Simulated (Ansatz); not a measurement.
In2O: the change of energy above lowest point and pressure with volume per atom

All results are calculated (Ansatz 0.2.0 development build). Equation of state of a cubic crystal from periodic Kohn-Sham density functional theory without spin; pressure corrected for the finite basis.

Cell of the first row (space group Fm-3m, No. 225):
```
In2O
1.0
      0.0000     3.1404     3.1404
      3.1404     0.0000     3.1404
      3.1404     3.1404     0.0000
In O
2 1
Direct
  0.25000 0.25000 0.25000
  0.75000 0.75000 0.75000
  0.00000 0.00000 0.00000
```

Settings of every row: formula In2O; structure type antifluorite; functional PBE; spin treatment none; k mesh 10x10x10; occupation method fermi-dirac; occupation width 0.061225619 eV; wave cutoff 700 eV; datasets hard PAW; density cutoff ratio 4.

Limits: a cubic model structure, not a phase known at ambient conditions; modest k-mesh, values are not fully converged in k; the SCF threshold is loose for a stress in some rows.

| row | volume per atom (Å³) | energy above lowest point (meV/atom) | pressure (GPa) |
| --- | --- | --- | --- |
| 1 | 20.648 | 12.27 | 3.156 |
| 2 | 21.087 | 5.25 | 1.984 |
| 3 | 21.526 | 1.27 | 0.939 |
| 4 | 21.966 | 0 | 0.007 |
| 5 | 22.405 | ? | ? |
| 6 | 22.844 | 4.45 | -1.569 |
| 7 | 23.284 | 9.67 | -2.227 |

Question: what energy above lowest point and pressure should row 5 give?

Worked fit of energy above lowest point. Take u = (V_r/V)^(2/3) − 1 with V_r = 21.746 Å³ an atom, which is twice the finite (Eulerian) strain; such expansions in the strain, on which the Birch-Murnaghan equation of state is built, carry the rest volume and the bulk modulus. The shown rows have u = 0.03514, 0.02073, 0.0068, -0.00669, -0.03231, -0.04454. Least squares give energy above lowest point = 0.315 + 93.09 × u + 6932.8 × u² + 2846 × u³ meV/atom; a parabola predicts inner rows, each left out in turn, worse (root mean square 0.053 against 0.0028 meV/atom). All shown rows lie on it to the printed digit. Its lowest point lies at u = -0.0067, or V = 21.97 Å³ an atom, and the curvature there gives the bulk modulus at fixed shape and fractions, B = (4/9)(1 + u)² E″(u)/V = 44 GPa. The withheld row has u = -0.01971, so the fit gives 0.315 + 93.09 × (-0.01971) + 6932.8 × (-0.01971)² + 2846 × (-0.01971)³ = 1.15 meV/atom.

The calculation gave 1.15 meV/atom. The fit meets it to the printed digit.

Worked fit of pressure. Take u = (V_r/V)^(2/3) − 1 with V_r = 21.746 Å³ an atom, which is twice the finite (Eulerian) strain; such expansions in the strain, on which the Birch-Murnaghan equation of state is built, carry the rest volume and the bulk modulus. The shown rows have u = 0.03514, 0.02073, 0.0068, -0.00669, -0.03231, -0.04454. Least squares give pressure = 0.4592 + 69.449 × u + 205.82 × u² GPa; a straight line predicts inner rows, each left out in turn, worse (root mean square 0.13 against 0.0041 GPa). The rows lie off it by 0.002, -0.003, -0.002, 0.003, 0.001, -0.001. The pressure vanishes at u = -0.0067, or V = 21.97 Å³ an atom, and there the bulk modulus at fixed shape and fractions is B = −V dP/dV = (2/3)(1 + u) dP/du = 44.1 GPa. The withheld row has u = -0.01971, so the fit gives 0.4592 + 69.449 × (-0.01971) + 205.82 × (-0.01971)² = -0.830 GPa.

The calculation gave -0.827 GPa. The fit lies 0.003 GPa (0.056 % of the column's range) below it; its largest miss of a shown row is 0.003 GPa.
